**Q:** At this volume, does the calculation say that rocksalt WTe wants to be magnetic?

Fixed-spin-moment calculations for rocksalt WTe (two-atom cell, conventional a = 5.566 Å) with Ansatz 0.2.0: PBEsol, plane-wave PAW, scalar-relativistic, collinear spins, 420 eV cutoff, 14×14×14 k mesh, 0.1 eV Gaussian smearing. Atoms and cell are fixed. Energies are extrapolated to zero smearing and counted from the lowest row; pressure is positive in compression.

```tsv
held cell moment (μB)	energy above lowest (meV/atom)	pressure (GPa)	largest site moment (μB)
0	36.9	-3.05	0.00
0.25	36.2	-3.01	0.19
0.5	33.8	-2.87	0.37
0.75	29.2	-2.64	0.56
1	22.7	-2.31	0.74
1.25	15.0	-1.85	0.92
1.5	7.2	-1.23	1.10
1.75	1.2	-0.49	1.28
2	0.0	0.45	1.46
```

**A:** Yes. The energy falls at every step as the moment held in the cell grows from 0 to 2 μB. The state without a moment ends up 36.9 meV/atom above the row at 2 μB, which is 73.8 meV for each W atom, since the cell holds one W and one Te. The energy drops already in the first step, so the non-magnetic state isn't even a shallow resting place: a small surplus of one spin would grow.

**Q:** Which atom carries the moment?

**A:** Tungsten. A sphere around W holds about three quarters of the cell's moment in every magnetic row. The missing quarter lies between the spheres: at 1.25 μB the same calculation puts only 0.005 μB in the Te sphere and about 0.32 μB outside both spheres. That is what a widely spread 5d shell would give, because its outer part reaches beyond the sphere drawn around the atom. The column of largest site moments therefore understates the magnetism, and the held cell moment is the better measure.

**Q:** Electrons normally fill the lowest levels in pairs. Why does it pay to unpair them?

**A:** Two energies compete. To make a moment $M$ (in μB), $M/2$ electrons must leave filled levels of one spin for empty levels of the other. If each spin has $n$ states per eV and cell near the Fermi level, the two fillings shift by $M/(2n)$, and each moved electron climbs by that much on average. The cost is $M^2/(4n)$. Electrons of like spin avoid each other and so, in orbitals of a given shape, repel less, which returns an exchange energy $IM^2/4$, where $I$ is the exchange parameter of the solid. Together,

$$E(M)-E(0)=-\frac{M^2}{4}\left(I-\frac{1}{n}\right).$$

The limiting cases show what decides the matter. In isolated ions the levels have no width, $n$ is infinite, unpairing within a shell is free, and exchange wins; this is Hund's rule. In a very wide band $n$ is tiny, the climb is steep, and no moment forms. A solid lies in between and becomes magnetic when $I$ exceeds $1/n$, which is the Stoner criterion.

The row at 1 μB tells by how much WTe passes it. The energy there is 36.9 − 22.7 = 14.2 meV/atom below the non-magnetic state, or 28.4 meV per cell. With $M=1$ the formula gives $I-1/n = 4\times 28.4$ meV, about 0.11 eV. The curve yields only this difference, but the smearing gives a rough idea of the two parts. The more states lie near the Fermi level, the larger the smearing entropy. For a Gaussian of width $\sigma$ in the usual definition, its energy term is about $\sigma^2 n$ for both spins together. The run without a moment lists 0.022 eV for it, and $\sigma$ is 0.1 eV, so $n$ is about 2.2 states per eV. That makes $1/n$ about 0.46 eV and $I$ about 0.57 eV: the magnetism is the small remainder of two much larger energies.

**Q:** Does that formula describe the whole curve?

**A:** Only the first part. Having set its one constant at 1 μB, I can ask it about other rows. At 1.5 μB it predicts a gain of 14.2 × 2.25 ≈ 32 meV/atom, close to the computed 29.7. At 2 μB it predicts about 57 meV/atom, half as much again as the calculation finds. Something makes unpairing expensive towards the end.

A simpler system shows what that may be. Picture a band with the same density of states from bottom to top, made only of the three $t_{2g}$ orbitals of W. Formally W gives two electrons to Te and keeps four in these orbitals, two of each spin when there is no moment. Moving one electron across makes three up and one down: the moment is 2 μB and the up band is full. Up to that point the formula would hold exactly, and then the gain would stop at a wall.

The real curve flattens near the same moment, but gradually, and the table has no row beyond it to show a wall. Its gain divided by $M^2$ is already falling at 1.5 μB, as it would if states became scarce before the band ends. The smearing entropy points the same way: it shrinks by about a seventh between 0.5 and 1.25 μB, so fewer states lie near the Fermi levels of the two spins. The electron count makes the upper edge of the majority $t_{2g}$ band the likely place, but without a density of states for each spin this remains an argument. The same count serves as a rule of thumb for a neighbouring metal: in a $t_{2g}$ shell that is more than half full, each added electron lowers the largest possible moment by 1 μB.

**Q:** If the moment were released, where would it settle?

**A:** Probably near 1.9 μB. The last step, from 1.75 to 2 μB, lowers the energy by only 1.2 meV/atom, so the curve is almost flat there. I fitted a Landau expansion in $M^2$, $M^4$ and $M^6$ to all nine rows; only even powers occur because reversing every spin leaves the energy unchanged. Its minimum lies at 1.91 μB, and a parabola through the last three rows puts it at 1.94 μB. With $M^2$ and $M^4$ alone the fit is clearly worse, as the analysis printed below shows.

Both values assume a smooth curve. If the majority band were exactly full at 2 μB, with a gap above it, the curve would have a kink there and the moment could lock at 2. No row beyond 2 μB is available to decide this.

**Q:** What happens if my lattice constant is a little different?

**A:** A larger cell favours the moment, and the pressure column shows it. Without a moment the pressure is −3.05 GPa, which means that the cell would like to shrink; at 2 μB it is slightly positive. At a fixed moment the pressure is $-\mathrm{d}E/\mathrm{d}V$, so the rise of 3.5 GPa between these rows is also the rate at which the magnetic gain grows with volume. One per cent more volume, or a third of a per cent in the lattice constant, adds about 4.7 meV/atom, roughly an eighth of the whole gain.

The competition between the two energies explains the sign. Pulling the atoms apart weakens the overlap of their orbitals and narrows the bands, so $n$ grows and unpairing gets cheaper. The solid moves a little towards the limit of isolated ions.

It also follows that 36.9 meV/atom belongs to this one volume. If the non-magnetic cell were allowed to contract, it would recover some of that energy. With an assumed bulk modulus of 100 to 200 GPa the recovery is a few meV/atom, which trims the gain but doesn't remove it.

**Q:** Which digits would you put in a report?

**A:** I would write "about 37 meV/atom" and leave the tenths out. The tabulated energies are extrapolated to zero smearing, and at 0.5 μB they give a gain of 3.1 meV/atom, whereas the free energy of the same run gives 3.5. That small difference changes the look of the curve. In the table the gain divided by $M^2$ grows by about 15 % between 0.5 and 1 μB; in the free energy it hardly changes. I therefore give this early growth no physical cause.

The mesh and the cutoff weren't varied, so the order of the last two rows isn't secure either. The PAW datasets were made for PBE and not for PBEsol, which adds an error whose size these runs don't show. For the pressure I would trust the smooth rise more than the second decimal, since the runs up to 1.25 μB warn that their self-consistency was loose for the stress.

**Q:** So would a real sample be a ferromagnet?

**A:** This calculation can't promise that. It leaves out spin–orbit coupling, which in the 5d shell of tungsten amounts to roughly a few tenths of an eV, more than the 0.07 eV per W atom that the moment gains. In an ion with four $t_{2g}$ electrons this coupling favours a non-magnetic state, in which the spin and the effective orbital angular momentum of the shell add up to zero. In the metal it could therefore weaken the moment or remove it. A cell with a single W atom also has no room for neighbouring moments that point in opposite directions. Nor was it tested whether the cubic structure is stable at all; the well-known telluride of tungsten is the layered WTe₂, a different compound. What the table does establish is narrower: without spin–orbit coupling, in this cubic cell, exchange outweighs the cost of further unpairing until the moment nears 2 μB. The next run worth paying for is the same cell with spin–orbit coupling switched on.

The analysis program printed:

```
Steps and ratios:
   row  energy step meV/atom  gain over M=0 meV/atom  gain/M2  pressure rise GPa  rise/M2  W share
   0.0                   n/a                       0      n/a                  0      n/a      n/a
  0.25                  -0.7                     0.7     11.2               0.04     0.64     0.76
   0.5                  -2.4                     3.1     12.4               0.18     0.72     0.74
  0.75                  -4.6                     7.7    13.69               0.41   0.7289   0.7467
   1.0                  -6.5                    14.2     14.2               0.74     0.74     0.74
  1.25                  -7.7                    21.9    14.02                1.2    0.768    0.736
   1.5                  -7.8                    29.7     13.2               1.82   0.8089   0.7333
  1.75                    -6                    35.7    11.66               2.56   0.8359   0.7314
   2.0                  -1.2                    36.9    9.225                3.5    0.875     0.73
fit of gain on 9 rows: coefficient of m2 17.1 +/- 0.62, coefficient of m4 -1.912 +/- 0.19; rms 0.895, worst 0.75 1.31, leave-one-out rms 2.08
fit of gain on 9 rows: coefficient of m2 13.68 +/- 0.32, coefficient of m4 0.9242 +/- 0.25, coefficient of m6 -0.5106 +/- 0.044; rms 0.184, worst 0.5 0.37, leave-one-out rms 0.786
fit of dp on 9 rows: coefficient of m2 0.8413 +/- 0.014; rms 0.0762, worst 2.0 -0.135, leave-one-out rms 0.107
Gain at 2 muB per cell, meV: 73.8
Stoner excess I - 1/n from the 0.5 muB row, meV: 99.2
Stoner excess I - 1/n from the 1 muB row, meV: 113.6
Free-energy gain/M2 at 0.5 muB, meV/atom: 14
Free-energy gain/M2 at 1 muB, meV/atom: 14.25
Free-energy gain/M2 at 1.25 muB, meV/atom: 13.73
Minimum from a parabola through the last three rows, muB: 1.938
Minimum of the three-term curve, muB: 1.911
Depth of that minimum below the curve at 2 muB, meV/atom: 0.5867
Moment at which the pressure passes zero, muB: 1.88
Change of the gain at 2 muB for 1 % more volume, meV/atom: 4.708
Energy freed by relaxing the M=0 volume, modulus 100 GPa, meV/atom: 6.256
Same with modulus 200 GPa, meV/atom: 3.128
Moment outside both spheres at 1.25 muB, muB: 0.3217
```
